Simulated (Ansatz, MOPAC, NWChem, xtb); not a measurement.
**N2H4 (hydrazine): methods side by side**

The runs start from one conformer, not always the lowest.

N2H4, singlet, SMILES `NN`. Each level relaxes the structure for itself.

Quantity: the zero-point energy at each level's own minimum, in kJ/mol. The values are calculated.

```tsv
level	kind	program	value (kJ/mol)
AM1	semi-empirical	MOPAC	143.5
PM6-DH2X	semi-empirical	MOPAC	125.6
PM7-	semi-empirical	MOPAC	126.7
GFN1-xTB	semi-empirical	xtb	135.5
HF/STO-3G	Hartree–Fock	Ansatz	160.9
HF/3-21G	Hartree–Fock	Ansatz	147.7
HF/6-31G* (Cartesian functions)	Hartree–Fock	Ansatz	152.5
PBE-D3(BJ)/def2-SVP	GGA	NWChem	135.1
PBE/def2-SVP	GGA	Ansatz	135.1
B3LYP-D3(BJ)/6-311G**	global hybrid	NWChem	139.8
```

Harmonic and unscaled. The values span 125.6 to 160.9 kJ/mol.

Hydrazine's zero-point energy is dominated by its stiff N–H stretches, with smaller shares from NH2 bending and wagging, the N–N stretch and torsion. All the Hartree–Fock values lie above the density-functional and semi-empirical ones, as expected when missing electron correlation makes the bonds too stiff. PBE gives a softer surface than B3LYP, in line with the usual effect of exact exchange, though the basis sets also differ. Within Hartree–Fock the value doesn't fall steadily as the basis grows: it drops from STO-3G to 3-21G, then rises to 152.5 kJ/mol with 6-31G*. Polarization functions favour pyramidal nitrogen, so stiffer wagging motions probably contribute to that rise.

The identical PBE results with and without D3(BJ) suggest that dispersion hardly affects the curvature in so small a molecule. The semi-empirical methods show no common bias, since AM1 lies above B3LYP and PM6-DH2X well below it. GFN1-xTB comes close to PBE, but agreement in a sum over modes can hide compensating errors in individual frequencies.
